# Camel's-back structure at the X point of zinc-blende crystals

## Statement

Let $X_1$ and $X_3$ be the two lowest conduction levels at $X=(2\pi/a)(0,0,1)$ of a zinc-blende crystal with cubic lattice constant $a$. Let $X_1$ be the lower one, $D=E(X_3)-E(X_1)>0$, and let $k$ be the wave vector along the valley axis $z$, counted from X. With the energy zero midway between the two levels, the lower band of the two-band $\mathbf{k}\cdot\mathbf{p}$ model is

$$E(k)=Ak^2-\sqrt{D^2/4+AD_0k^2},\qquad A=\frac{\hbar^2}{2m},\qquad D_0=\frac{P^2}{A}=E_P\frac{m}{m_0}. \tag{1}$$

Here $P=\hbar|p|/m_0$ and $E_P=2|p|^2/m_0$, with $p=\langle X_1|p_z|X_3\rangle$ and $m_0$ the free-electron mass. The mass $m$ is not $m_0$. It is the longitudinal mass that remains when the $X_1$–$X_3$ coupling is removed, and it contains all remote bands. The results are as follows.

1. The minimum leaves X if and only if $D_0>D$. The band then has a hump at X between two minima at $\pm k_m$, the camel's back.
2. For $D_0>D$ the position, hump height and longitudinal mass at the minima are
$$k_m^2=\frac{D_0^2-D^2}{4AD_0},\qquad \Delta E=E(0)-E(k_m)=\frac{(D_0-D)^2}{4D_0},\qquad m_{k_m}=\frac{m}{1-D^2/D_0^2}. \tag{2}$$
3. For any $D_0\neq D$ the longitudinal mass at X, defined as $\hbar^2/E''(0)$, is
$$m_X=\frac{m}{1-D_0/D},\qquad\text{equivalently}\qquad \frac{m_0}{m_X}=\frac{m_0}{m}-\frac{E_P}{D}. \tag{3}$$
It is positive and larger than $m$ without a camel's back, and negative with one.
4. The condition and (3) survive when the two levels have different remote-band masses, provided $m$ is that of $X_1$. The formulas (2) do not.

The form (1) was applied to GaP by Lawaetz (1975).

## Premises

- (P1) One-electron Hamiltonian $p^2/2m_0+V(\mathbf r)$ with a real, local, periodic $V$, and no spin-orbit coupling.
- (P2) The two levels are nondegenerate at X, one of symmetry $X_1$ and one of symmetry $X_3$. All other levels at X are remote.
- (P3) The Hamiltonian of the pair is kept to second order in $\mathbf k$.
- (P4) The remote-band curvatures are equal for both levels and positive: $A_1=A_3=A>0$ along $z$ and $C_1=C_3=C>|N|/2$ across it, with these constants defined in Step 3. Steps 8 and 9 relax the equalities.

Energies are in eV or meV, wave vectors in Å$^{-1}$ or in units of $2\pi/a$, masses in $m_0$.

## Derivation

### Step 1. Symmetry at X

The space group is symmorphic with an atom as origin. Since $(2\pi/a)(0,0,2)$ is a reciprocal-lattice vector, X and $-$X are equivalent, and every operation of $T_d$ that sends $z$ to $\pm z$ belongs to the group of X. This group is $D_{2d}$. The two characters needed are:

| | $E$ | $C_{2z}$ | $2S_{4z}$ | $C_{2x},C_{2y}$ | $2\sigma_d$ |
|---|---|---|---|---|---|
| $X_1$ | 1 | 1 | 1 | 1 | 1 |
| $X_3$ | 1 | 1 | $-1$ | $-1$ | 1 |

The functions $z$ and $xy$ transform as $X_3$. The pair $(x,y)$ transforms as the two-dimensional $X_5$.

The labels depend on the origin. Moving it to the other sublattice, by $\boldsymbol\tau=(a/4)(1,1,1)$, replaces a rotation $R$ by $R$ followed by the lattice translation $\boldsymbol\tau-R\boldsymbol\tau$. A Bloch state at X gains the phase $\exp[-i(2\pi/a)(\boldsymbol\tau-R\boldsymbol\tau)_z]$. The $z$ component is $0$ if $R$ keeps $z$ and $a/2$ if $R$ reverses it, so the phase is the character of $X_3$, and the labels $X_1$ and $X_3$ are exchanged. The origin is here put on the sublattice that makes the lower level $X_1$. Only the product of the two characters, $X_3$, enters below.

### Step 2. The $\mathbf{k}\cdot\mathbf{p}$ equation and time reversal

Write the state at $X+\mathbf k$ as $e^{i\mathbf k\cdot\mathbf r}\sum_n c_n\psi_n$, where $\psi_n$ are the full Bloch functions at X with energies $E_n$. Because $\mathbf p\,e^{i\mathbf k\cdot\mathbf r}=e^{i\mathbf k\cdot\mathbf r}(\mathbf p+\hbar\mathbf k)$, the coefficients diagonalise

$$H_{nn'}=\Big(E_n+\frac{\hbar^2\mathbf k^2}{2m_0}\Big)\delta_{nn'}+\frac{\hbar}{m_0}\mathbf k\cdot\mathbf p_{nn'}. \tag{4}$$

By (P1), $\psi_n^*$ is an eigenstate with the same energy at $-X\equiv X$. A nondegenerate $\psi_n$ is therefore proportional to $\psi_n^*$ and can be made real by a phase. A degenerate level can be given a real basis. Between real functions $\mathbf p=-i\hbar\nabla$ has purely imaginary elements, and hermiticity makes the diagonal ones vanish. Hence $H(-\mathbf k)=H(\mathbf k)^*$, and the reduced $2\times2$ Hamiltonian inherits this property order by order.

### Step 3. Elimination of the remote levels

Löwdin partitioning to second order adds, for $a,b\in\{1,3\}$ and remote $r$,

$$\frac{\hbar^2}{2m_0^2}\sum_r(\mathbf k\cdot\mathbf p_{ar})(\mathbf k\cdot\mathbf p_{rb})\Big[\frac1{E_a-E_r}+\frac1{E_b-E_r}\Big]. \tag{5}$$

Invariance requires $H_{ab}(R\mathbf k)=\chi_a(R)\chi_b(R)H_{ab}(\mathbf k)$. Diagonal elements must be $X_1$ polynomials in $\mathbf k$ and the off-diagonal element an $X_3$ polynomial. Up to second degree, $1$, $k_z^2$ and $k_\perp^2=k_x^2+k_y^2$ are $X_1$, and $k_z$ and $k_xk_y$ are $X_3$. The others are excluded: $k_x,k_y,k_xk_z,k_yk_z$ are odd under $C_{2z}$, and $k_x^2-k_y^2$ is odd under $\sigma_d$. The relation $H(-\mathbf k)=H(\mathbf k)^*$ makes the coefficient of $k_z$ imaginary and that of $k_xk_y$ real. Choosing the sign of $\psi_3$ so that $p=-i|p|$,

$$H=\begin{pmatrix}-\tfrac D2+A_1k_z^2+C_1k_\perp^2 & Nk_xk_y-iPk_z\\[2pt] Nk_xk_y+iPk_z & \tfrac D2+A_3k_z^2+C_3k_\perp^2\end{pmatrix}. \tag{6}$$

The operator $p_z$ transforms as $X_3$, so it connects $X_1$ only to $X_3$ levels and $X_3$ only to $X_1$ levels. From (4) and (5), with $A_1=\hbar^2/2m_1$,

$$\frac{m_0}{m_1}=1+\frac{2}{m_0}\sum_{r\in X_3,\ \text{remote}}\frac{|\langle 1|p_z|r\rangle|^2}{E_1-E_r}. \tag{7}$$

The same expression with $1\to3$ and $r\in X_1$ gives $m_3$. The constants $C_1$, $C_3$ and $N$ come from remote $X_5$ levels through $p_x$ and $p_y$. No symmetry of zinc blende forces $m_1=m_3$. In the diamond structure the two sublattices are equivalent, the two levels are degenerate, and $D=0$, $A_1=A_3$, $C_1=C_3$ hold exactly. Premise (P4) carries the last two equalities over to the compound.

### Step 4. Eigenvalues

Under (P4), $H-(Ak_z^2+Ck_\perp^2)$ is traceless with determinant $-(D^2/4+P^2k_z^2+N^2k_x^2k_y^2)$, because the real and imaginary parts of the off-diagonal element add in quadrature. Thus

$$E_\pm=Ak_z^2+Ck_\perp^2\pm\sqrt{D^2/4+P^2k_z^2+N^2k_x^2k_y^2}. \tag{8}$$

The minima of $E_-$ lie on the axis. From $\sqrt{s^2+y^2}\le s+|y|$ for $s\ge0$ and $|k_xk_y|\le k_\perp^2/2$ it follows that $E_-(\mathbf k)\ge E_-(0,0,k_z)+(C-|N|/2)k_\perp^2$, and the last term is positive off the axis by (P4). On the axis, with $k_z=k$ and $P^2=AD_0$, $E_-$ is (1). The second form of $D_0$ follows from $P^2=(\hbar^2/2m_0)E_P$ divided by $A=\hbar^2/2m$.

### Step 5. The condition

Set $u=k^2\ge0$, $S(u)=\sqrt{D^2/4+AD_0u}$ and $f(u)=Au-S(u)$. Then

$$f'(u)=A\Big(1-\frac{D_0}{2S}\Big),\qquad f''(u)=\frac{A^2D_0^2}{4S^3}>0. \tag{9}$$

So $f'$ rises monotonically from $f'(0)=A(1-D_0/D)$ towards $A>0$. If $D_0\le D$, then $f'(u)>0$ for all $u>0$ and the only minimum is $k=0$. If $D_0>D$, then $f'(0)<0$, $f'$ has exactly one zero $u_m>0$, and $f$ falls before it and rises after it. The band then has a local maximum along the axis at X and two equal minima at $k=\pm\sqrt{u_m}$. This proves the condition in both directions.

The meaning is read from $f'(0)=A-P^2/D$. The level $X_3$ pushes the lower band down by $P^2k^2/D$, and the hump forms when this repulsion outweighs the upward curvature $Ak^2$.

### Step 6. Position and depth

From (9), $f'(u_m)=0$ means $S(u_m)=D_0/2$. Squaring gives $D^2/4+AD_0u_m=D_0^2/4$, which is the first of (2). The vertical gap between the two bands at $k_m$ is $2S=D_0$, which gives $D_0$ a direct meaning. With $E(0)=-D/2$ and $E(k_m)=Au_m-D_0/2$,

$$\Delta E=-\frac D2+\frac{D_0}2-\frac{D_0^2-D^2}{4D_0}=\frac{-2DD_0+2D_0^2-D_0^2+D^2}{4D_0}=\frac{(D_0-D)^2}{4D_0}.$$

### Step 7. Masses

Since $E(k)=f(k^2)$, $E'=2kf'$ and $E''=2f'+4uf''$. At X the second term vanishes, so $E''(0)=2A(1-D_0/D)$, and $\hbar^2/E''(0)$ is (3). At $k_m$ the first term vanishes, and $f''=A^2D_0^2/[4(D_0/2)^3]=2A^2/D_0$. Therefore

$$E''(k_m)=4\cdot\frac{D_0^2-D^2}{4AD_0}\cdot\frac{2A^2}{D_0}=2A\Big(1-\frac{D^2}{D_0^2}\Big),$$

which gives $m_{k_m}$ in (2). In (8) the $N$ term is of fourth order in $k_x,k_y$ as long as $S>0$, so the mass tensor on the axis is diagonal with transverse mass $m_t=\hbar^2/2C$.

Expanding the root, $S=D/2+AD_0u/D-A^2D_0^2u^2/D^3+\dots$, gives the band near X:

$$E(k)+\frac D2=A\Big(1-\frac{D_0}{D}\Big)k^2+\frac{A^2D_0^2}{D^3}k^4+O(k^6). \tag{10}$$

Three limits follow.

- At $D_0=D$ the band starts as $A^2k^4/D$ and both masses diverge.
- Just above threshold, with $\delta=D_0-D\ll D$, one has $k_m^2\simeq\delta/2A$ and $\Delta E\simeq\delta^2/4D$. The exact curvature ratio $E''(k_m)/E''(0)=-D(D_0+D)/D_0^2$ tends to $-2$, the value for any quartic double well.
- For $D\to0$, $E=A(|k|-k_0)^2-D_0/4$ with $k_0=P/2A$. This is the diamond-structure valley on the $\Delta$ line, with $m_{k_m}=m$ and $\Delta E=D_0/4$.

### Step 8. Band mixing and the transverse mass

Let $w$ be the $X_3$ weight of the lower state on the axis. By the Hellmann–Feynman theorem $\partial E_-/\partial D$ at fixed $P$ is the expectation value of $\mathrm{diag}(-\tfrac12,\tfrac12)$, which is $w-\tfrac12$. From (8) it is $-D/4S$, so

$$w=\frac12\Big(1-\frac{D}{2S}\Big),\qquad w(k_m)=\frac12\Big(1-\frac D{D_0}\Big). \tag{11}$$

If $C_1\ne C_3$, first-order perturbation theory in $k_\perp^2$ gives the transverse curvature $(1-w)C_1+wC_3$. It is positive when both constants are, so the points found above remain local minima.

### Step 9. Unequal longitudinal masses

Let $A_1\neq A_3$, both positive, and count the energy $\varepsilon$ from $E(X_1)$. On the axis (6) gives

$$(A_1u-\varepsilon)(D+A_3u-\varepsilon)=P^2u. \tag{12}$$

The sum of the roots is positive, so the lower root is negative exactly when their product $u\,(A_1D+A_1A_3u-P^2)$ is negative. This happens for some $u>0$ if and only if $P^2>A_1D$, which is $D_0>D$ with $D_0=P^2/A_1$. Inserting $\varepsilon=c_2u+c_4u^2$ in (12), order $u$ gives $(A_1-c_2)D=P^2$ and order $u^2$ gives $-c_4D+(A_1-c_2)(A_3-c_2)=0$. Hence

$$c_2=A_1-\frac{P^2}{D},\qquad c_4=\frac{P^4}{D^3}+\frac{(A_3-A_1)P^2}{D^2}. \tag{13}$$

The coefficient $c_2$ reproduces (3) with $m=m_1$. Combined with (7), it is the complete second-order sum over all $X_3$ levels, so (3) is exact under (P1) and (P2). At threshold $c_4=A_1A_3/D$ instead of $A_1^2/D$. Near threshold $k_m^2=-c_2/2c_4$ and $\Delta E=c_2^2/4c_4$ are therefore both multiplied by $A_1/A_3=m_3/m_1$. The ratio of the second term of $c_4$ to the first is $[(A_3-A_1)/A_1]\,(D/D_0)$, which grows as $D_0/D$ falls.

## Range of validity

- **Curvature at X.** Equation (3), and the statement that X turns into a maximum along the axis when $D_0>D$, need only (P1) and (P2). For a nonlocal potential, $\mathbf p/m_0$ is replaced by the velocity operator and the unit term in (7) is modified. Both changes are absorbed in $P$ and $m$.
- **Position, depth and mass at $k_m$.** These need (P3) and (P4). Remote couplings $\hbar k_m|p_{ar}|/m_0$ must be small against $|E_a-E_r|$, in practice $k_m\ll2\pi/a$. Terms in $k_z^3$ off the diagonal and $k_z^4$ on it are dropped. Near threshold the results depend on the small difference $\delta$, and $d\ln\Delta E=2\,d\delta/\delta$ to leading order.
- **Uniqueness of the minimum.** It is proved for the model. A minimum far from X that arises from other bands is outside it.
- **Use of the masses.** With a camel's back, $m_{k_m}$ describes only states within an energy much smaller than $\Delta E$ of the minima. Donor, exciton or confined states of larger kinetic energy sample the whole double well, and their envelopes need (6) or (8).
- **Spin-orbit coupling.** It leaves the bands twofold degenerate on the axis, but $D_{2d}$ and time reversal allow $\beta(k_x\sigma_x-k_y\sigma_y)$, with $\sigma_i$ the Pauli spin matrices. Its eigenvalues $\pm\beta k_\perp$ shift the minimum sideways to $k_\perp=|\beta|/2C$ with an energy gain $\beta^2/4C$.
- **Strain.** Diagonal strain components are $X_1$ in the combinations $\epsilon_{zz}$ and $\epsilon_{xx}+\epsilon_{yy}$ and change $D$ linearly. The shear $\epsilon_{xy}$ is $X_3$ and even under time reversal, so it adds a real term $\Xi\epsilon_{xy}$ to $Nk_xk_y$. On the axis this replaces $D$ by $\sqrt{D^2+4\Xi^2\epsilon_{xy}^2}$, which works against a camel's back. Remote-level terms in $\epsilon_{xy}^2$ are then neglected, which is justified only when $D$ is small against the remote separations.

## Numerical illustration: 3C-SiC

**Inputs.** The lowest conduction levels of 3C-SiC at X are assumed to form the $X_1$–$X_3$ pair, with a typical splitting $D=3.0$ eV. Throughout, $\hbar^2/2m_0=3.81$ eV Å$^2$, and intermediate results are carried unrounded unless stated.

The cubic lattice constant is estimated from the measured cell of the 4H polytype, $a_h=3.0805$ Å and $c=10.0848$ Å (compiled values, 2001, temperature not stated), on the assumption that the volume per formula unit is the same in both polytypes. Both cells hold four SiC units, so $a^3=(\sqrt3/2)a_h^2c=82.88$ Å$^3$ and $a=4.36$ Å. With this rounded value $2\pi/a=1.441$ Å$^{-1}$.

The coupling is estimated from the $D=0$ limit of Step 7. With $k_0=\kappa\,(2\pi/a)$ and longitudinal mass $m_l$, $k_0=P/2A$ gives the dimensionless momentum $\eta\equiv|p|\,a/2\pi\hbar=\kappa m_0/m_l$. Typical values are $\kappa=0.15$, $m_l=0.92\,m_0$ for Si and $\kappa=0.24$, $m_l=1.5\,m_0$ for diamond, which give $\eta=0.163$ and $0.160$. The value $\eta=0.16$ is assumed for SiC. This ignores the effect of ionicity on $p$ and the higher-order terms in the two elements, so the assumed range $0.10$ to $0.25$ is carried along. Then

$$P=2\,\frac{\hbar^2}{2m_0}\,\eta\,\frac{2\pi}a=1.76\ \text{eV Å},\qquad E_P=\frac{P^2}{\hbar^2/2m_0}=0.81\ \text{eV}.$$

**Test of the condition.** By (1), $D_0>D$ requires $m>m_c=m_0D/E_P=3.7\,m_0$. If $m$ is borrowed from the elements, $0.92$ or $1.5\,m_0$, then $D_0=0.75$ or $1.2$ eV and $D_0/D=0.25$ or $0.41$. The model has no camel's back in either case, and this test uses no information on the SiC mass. The masses from (3), however, are $1.2$ and $2.5\,m_0$. They lie a factor $1.8$ to $3.8$ above the typical longitudinal mass of 3C-SiC, $0.67\,m_0$, so the borrowed $m$ is too large.

**Remote mass chosen to reproduce the typical mass.** Now $m_X=0.67\,m_0$ is imposed as an input and (3) is inverted: $m_0/m=1/0.67+E_P/D=1.493+0.270=1.763$, so $m=0.57\,m_0$ and $A=6.72$ eV Å$^2$. By (7), $m<m_0$ means that $X_3$ levels below, in the valence band, outweigh the remote $X_3$ levels above.

| $\eta$ | $E_P$ (eV) | $m_c/m_0$ | $m/m_0$ | $D_0$ (eV) | $D_0/D$ |
|---|---|---|---|---|---|
| 0.10 | 0.32 | 9.5 | 0.63 | 0.20 | 0.066 |
| 0.16 | 0.81 | 3.7 | 0.57 | 0.46 | 0.15 |
| 0.25 | 1.98 | 1.5 | 0.46 | 0.92 | 0.31 |

A positive $m_X$ makes $D_0/D<1$ automatic, since $D_0/D=x/(1+x)$ with $x=E_Pm_X/m_0D$. The table therefore does not predict the absence of the hump. It measures the margin. For $\eta=0.16$ the $X_3$ repulsion raises the mass by the factor $1/(1-D_0/D)=1.18$, and $D$ would have to fall by a factor $6.5$ at fixed $m$ and $P$ to reach threshold.

**Shape of the valley and neglected terms.** At $k=0.1\,(2\pi/a)=0.144$ Å$^{-1}$ and $\eta=0.16$, (1) puts the band $118$ meV above its minimum, only $0.15$ meV above the parabola of mass $m_X$, with $X_3$ weight $w=0.007$ from (11). This small quartic correction is exceeded by neglected terms. If $m_3=m_0$ is assumed as a test, $A_3-A_1=-2.91$ eV Å$^2$, and the second term of $c_4$ in (13) contributes $-0.43$ meV, which is $2.8$ times larger than the first and of opposite sign. If the excess $A-\hbar^2/2m_0=P_r^2/G$ comes from one valence level at an assumed distance $G=10$ eV with coupling $P_r$, the two-level root $\sqrt{G^2/4+P_r^2k^2}$ contributes $-P_r^4k^4/G^3=-0.4$ meV in fourth order, and further fourth-order paths through remote levels are not bounded by this estimate. For $D\gg D_0$ the model thus fixes the curvature at X but neither the size nor the sign of the nonparabolicity. The spin-orbit gain is far smaller: an assumed $\beta=0.02$ eV Å and a typical $m_t=0.25\,m_0$ give $C=15.2$ eV Å$^2$ and $\beta^2/4C=7\ \mu$eV.

**Scale of a camel's back.** For contrast, keep the rounded $m=0.57\,m_0$, $D_0=0.46$ eV and $a$, and set $D=0.40$ eV, which describes no real SiC crystal. Equations (2) and (3) give $k_m=0.065$ Å$^{-1}=0.045\,(2\pi/a)$, $\Delta E=2.0$ meV, $m_{k_m}=2.3\,m_0$ and $m_X=-3.8\,m_0$.

For 3C-SiC inputs the model's ratio is $D_0/D\approx0.15$, between $0.066$ and $0.31$ over the assumed range of $\eta$. These numbers belong to the model, with $m$ chosen to give the typical longitudinal mass and $P$ transferred from the elements. In this model the conduction minimum lies at X, and there are three equivalent valleys, where a camel's back would give six minima.